## Predicting a core orbital along an isoelectronic sequence: 3p with 41 electrons

In an isoelectronic sequence the electron count is fixed and only the nuclear charge $Z$ grows, so the neighbouring ion is a fair target for a forecast. The table follows the filled 3p shell in non-relativistic Hartree-Fock: $\varepsilon$ is its orbital eigenvalue, $\langle r\rangle$ and $\langle r^2\rangle$ are its radial moments, and $r_\text{max}$ is the position of the peak. Can the last five rows be had from the first nine, and how well?

Isoelectronic sequence with 41 electrons, computed with B-spline radial code 1 for spherical atoms in non-relativistic Hartree-Fock, with the average of configuration, a point nucleus and the basis-set limit. ε(3p) is the orbital eigenvalue, and r_max(3p) is the radius at which the radial probability density of the 3p orbital peaks.

| species | Z | charge (e) | configuration | ε(3p) (hartree) | <r>(3p) (bohr) | r_max(3p) (bohr) | <r²>(3p) (bohr²) |
| --- | --- | --- | --- | --- | --- | --- | --- |
| Nb | 41 | 0 | [Kr] 4d4 5s1 | -14.1042 | 0.44833 | 0.3936 | 0.23351 |
| Mo+ | 42 | 1 | [Kr] 4d5 | -15.5643 | 0.43332 | 0.3815 | 0.21802 |
| Tc2+ | 43 | 2 | [Kr] 4d5 | -17.3010 | 0.41927 | 0.3701 | 0.20401 |
| Ru3+ | 44 | 3 | [Kr] 4d5 | -19.1913 | 0.40607 | 0.3593 | 0.19129 |
| Rh4+ | 45 | 4 | [Kr] 4d5 | -21.2202 | 0.39366 | 0.3491 | 0.17970 |
| Pd5+ | 46 | 5 | [Kr] 4d5 | -23.3801 | 0.38196 | 0.3395 | 0.16911 |
| Ag6+ | 47 | 6 | [Kr] 4d5 | -25.6663 | 0.37091 | 0.3304 | 0.15942 |
| Cd7+ | 48 | 7 | [Kr] 4d5 | -28.0760 | 0.36047 | 0.3217 | 0.15052 |
| In8+ | 49 | 8 | [Kr] 4d5 | -30.6068 | 0.35059 | 0.3135 | 0.14234 |
| Sn9+ | 50 | 9 | [Kr] 4d5 | ? | ? | ? | ? |
| Sb10+ | 51 | 10 | [Kr] 4d5 | ? | ? | ? | ? |
| Te11+ | 52 | 11 | [Kr] 4d5 | ? | ? | ? | ? |
| I12+ | 53 | 12 | [Kr] 4d5 | ? | ? | ? | ? |
| Xe13+ | 54 | 13 | [Kr] 4d5 | ? | ? | ? | ? |

### Two screening constants for one orbital

A hydrogenic 3p orbital in a charge $Z_\text{eff}$ has

$$\varepsilon=-\frac{Z_\text{eff}^2}{18},\qquad \langle r\rangle=\frac{12.5}{Z_\text{eff}},\qquad r_\text{max}=\frac{12}{Z_\text{eff}},\qquad \langle r^2\rangle=\frac{180}{Z_\text{eff}^2}.$$

Each column can be inverted to a screening constant $s=Z-Z_\text{eff}$. For In8+ the radius gives $49-12.5/0.35059=13.35$, while the eigenvalue gives $49-\sqrt{18\times30.6068}=25.53$. A gap of about twelve units appears in every known row.

Electrostatics explains why. The size of an orbital is set by the force on the electron, and in a spherical atom that force comes only from the charge inside its radius: most of the K and L charge, part of the M shell and a little from the inner lobes of the $n=4$ orbitals. The eigenvalue is set by the potential, and a shell of charge outside $r$ exerts no force there but raises the potential by its charge divided by its radius.

The same calculations let this be checked for three ions. Summing occupation times $\langle 1/r\rangle$ over 4s, 4p and 4d bounds their direct repulsion on a 3p electron from above, and gives 12.27 hartree for Mo+ and 18.02 for Cd7+. With this taken out of $\varepsilon$, the screening from the energy drops to 19.6 and 19.2. The $n=4$ electrons thus close at most about half of the gap. The rest presumably comes from the other $n=3$ electrons, which are outside the 3p electron part of the time; the numbers do not isolate that share.

None of these constants counts electrons. For Mo+, $r_\text{max}$ gives 10.5, $\langle r\rangle$ gives 13.2 and $\langle 1/r\rangle$ gives 13.5, so the orbital is not a rescaled hydrogenic one.

### How the known rows drift

From Mo+ to In8+ the screening read from $\langle r\rangle$ rises in shrinking steps from 13.15 to 13.35. Expanding in powers of $1/Z$ about the hydrogenic limit suggests the form $s=s_0+s_1/Z$ but not its sign. One likely contributor is the 3d shell moving inside 3p: the ratio of their mean radii is $0.4133/0.4333=0.954$ in Mo+ and $0.3332/0.3605=0.924$ in Cd7+, heading towards the hydrogenic $10.5/12.5=0.84$. Another, which may well be the larger, is the $n=4$ shell, which shrinks faster than 3p and so puts more of its inner lobes inside it: the ratio of the 4p to the 3p mean radius falls from 2.83 in Tc2+ to 2.57 in Cd7+. Both agree with a rising $s$; these ratios do not divide the rise between them.

The energy is best read through second differences. In the expansion $\varepsilon=-Z^2/18+aZ+b+\dots$ the first term has the constant curvature $-1/9$ hartree and the next two have none. The table is more curved than that, by 0.0425 hartree at Tc2+, falling steadily to 0.0100 at Cd7+. The loosely bound 4d shell contracts quickly near the neutral end and more slowly later, so its repulsion on the core grows along a bending curve. Over Mo+, Rh4+ and Cd7+ the excess curvature of $\varepsilon$ is $-0.022$ hartree per unit of $Z$ squared; the $n=4$ sum above has $-0.019$, made of $-0.024$ from 4d and $+0.005$ from 4s and 4p. Sign and size match, though on three ions and an upper bound.

Nb is in another state, 4d⁴5s¹, and belongs to no fit. Its step to Mo+ is only 1.460 hartree, and the excess curvature at Mo+ jumps to 0.1655. A 5s electron is far more diffuse than a 4d one (the Slater integrals $F^0$ in Nb are 5.9 eV for 5s–5s and 12.0 eV for 4d–4d), so it repels the core less and leaves $\varepsilon$ deeper. The fit described below, run back to $Z=41$, lies about 0.1 hartree above the Nb value, the argued direction, although a step back towards the steep end is fragile. The sizes show no break, as befits a change outside the orbital.

### The forecast

All five withheld ions are 4d⁵, and no p shell closes, so neither a change of state nor the convention for rotating closed shells can intervene. Four statements follow.

1. No column shows a break.
2. Each energy step exceeds the previous one by 0.111–0.121 hartree, with this excess shrinking.
3. The energy screening levels off near 25.5, so freezing $s$ at its In8+ value nearly works for $\varepsilon$.
4. The $\langle r\rangle$ screening keeps rising, so a frozen $s$ gives sizes slightly too small.

Row-by-row numbers come from least-squares fits to the eight ions Mo+ to In8+. For each size column, $s$ was fitted as a straight line in $1/Z$; $\langle r\rangle$ gives $s_0=14.504$, $s_1=-56.662$. For Xe13+, outside the fit, $s=14.504-56.662/54=13.455$, so $Z_\text{eff}=40.545$ and $\langle r\rangle=12.5/40.545=0.30830$ bohr. For the energy, a tail $c/(Z-z_0)$ was added to the three terms above to stand for the 4d contraction, with $z_0$ scanned and $a,b,c$ solved linearly. These constants trade against each other and carry no meaning singly. The largest residual, 0.0007 hartree, is well above the rounding of 0.00005, so the form is visibly imperfect.

Each bar adds four parts: twice the miss of a trial extrapolation (fit Mo+ to Pd5+, predict In8+ three steps on), scaled with the square of the distance; the difference from a second form (a logarithmic tail for $\varepsilon$, an added $1/Z^2$ term for sizes); the largest residual; and the rounding. For $\varepsilon$(Xe13+) the trial missed by 0.0092 hartree, so the first part is $2\times0.0092\times(5/3)^2=0.051$, the two forms differ by 0.011, and the total is 0.063. These are rough allowances for model error, neither strict bounds nor standard deviations.

| forecast | $\varepsilon$ / hartree | $\langle r\rangle$ / bohr | $r_\text{max}$ / bohr | $\langle r^2\rangle$ / bohr² |
|---|---|---|---|---|
| Sn9+ | −33.255 ± 0.004 | 0.34126 ± 0.00009 | 0.30568 ± 0.00008 | 0.13483 ± 0.00008 |
| Sb10+ | −36.021 ± 0.011 | 0.33239 ± 0.00015 | 0.29824 ± 0.00009 | 0.12788 ± 0.00013 |
| Te11+ | −38.902 ± 0.024 | 0.32396 ± 0.00024 | 0.29115 ± 0.00010 | 0.12144 ± 0.00020 |
| I12+ | −41.899 ± 0.041 | 0.31594 ± 0.00036 | 0.28438 ± 0.00011 | 0.11548 ± 0.00029 |
| Xe13+ | −45.011 ± 0.063 | 0.30830 ± 0.00051 | 0.27791 ± 0.00013 | 0.10994 ± 0.00040 |

### The computed values

The withheld rows as computed:

| species | Z | charge (e) | configuration | ε(3p) (hartree) | <r>(3p) (bohr) | r_max(3p) (bohr) | <r²>(3p) (bohr²) |
| --- | --- | --- | --- | --- | --- | --- | --- |
| Sn9+ | 50 | 9 | [Kr] 4d5 | -33.2573 | 0.34122 | 0.3057 | 0.13479 |
| Sb10+ | 51 | 10 | [Kr] 4d5 | -36.0262 | 0.33232 | 0.2982 | 0.12783 |
| Te11+ | 52 | 11 | [Kr] 4d5 | -38.9125 | 0.32387 | 0.2911 | 0.12138 |
| I12+ | 53 | 12 | [Kr] 4d5 | -41.9155 | 0.31583 | 0.2843 | 0.11540 |
| Xe13+ | 54 | 13 | [Kr] 4d5 | -45.0344 | 0.30817 | 0.2778 | 0.10984 |

The four statements hold. The excess of one step over the last falls from 0.1197 to 0.1159 hartree, the energy screening stays between 25.529 and 25.535, and the $\langle r\rangle$ screening reaches 13.438. All twenty predicted values lie inside their bars, using between 0.22 and 0.83 of them, and none is off by more than 0.1 % of the computed value.

The misses are nevertheless systematic. Every predicted eigenvalue is too shallow, by 0.002, 0.006, 0.010, 0.016 and 0.024 hartree from Sn9+ to Xe13+. The last three predictions imply a second difference of −0.1146 at I12+ against the computed −0.1159: the curvature of a $1/(Z-z_0)$ tail dies as the inverse cube, faster than the real one. The logarithmic tail, whose curvature dies as the inverse square, nearly halves the misses and is still too shallow. Both warnings were visible beforehand, since the trial had erred in the same direction and the logarithmic form had the smaller residual, 0.0004 hartree.

The predicted $\langle r\rangle$ is too large in all five rows, by 0.00004, 0.00007, 0.00009, 0.00011 and 0.00013 bohr, and $\langle r^2\rangle$ by 0.00004, 0.00005, 0.00006, 0.00008 and 0.00010 bohr². The screening flattens faster than $1/Z$, and the $1/Z^2$ term cuts these misses to 0.00002 or less. For $r_\text{max}$ the first three misses are within the rounding of 0.00005 bohr and mean nothing, but I12+ and Xe13+ are too large by 0.00008 and 0.00011 bohr. Those two came closest to their bars because the trial for this four-decimal column had missed by less than the rounding, so the bar hardly grew with distance.

Freezing $s$ makes all sizes too small, as forecast, $\langle r\rangle$(Xe13+) by 0.0007 bohr. For the energy it misses Xe13+ by only 0.001 hartree, far better than the four-constant fit, yet it misses Sb10+ by 0.019. The reason is something the forecast did not contain: the energy screening passes a flat maximum at Sb10+ and has come back to nearly its In8+ value at Xe13+. The hit is a crossing, not a merit of the model. The three-ion split suggests the origin. The $n=4$ share of $s$ rises as 5.64, 6.07, 6.32 (for Mo+, $25.26-19.62$), with shrinking gains, while the remainder falls more evenly as 19.62, 19.39, 19.20. The orbitals of Te11+ extend the split: the $n=4$ sum is 21.61 hartree, the remainder 18.99 and the share 6.54, so over the four steps from Cd7+ the rise of 0.22 and the fall of 0.21 nearly cancel, as a flat maximum requires. The split rests on an upper bound, so it overstates the $n=4$ share and shows the trend, not exact sizes.

The bars measure how well the calculation can be extrapolated, not how well it describes a real ion. The spin-orbit parameter $\zeta$ of the same orbitals implies a first-order 3p splitting $1.5\zeta$ of 0.60 hartree in Mo+ and 1.17 in Cd7+, more than nine times the widest bar, and an eigenvalue of a configuration average omits core-hole relaxation and correlation, besides the scalar-relativistic shift that this Hamiltonian lacks.

For a core orbital in a sequence of fixed configuration, extrapolate the size through a slowly drifting screening constant and the energy through second differences that approach $-1/n^2$, and do not carry a screening constant from one to the other. In this test the sign of the trial miss was also the sign of the later misses, except for $r_\text{max}$, where the trial miss was smaller than the rounding and told nothing.
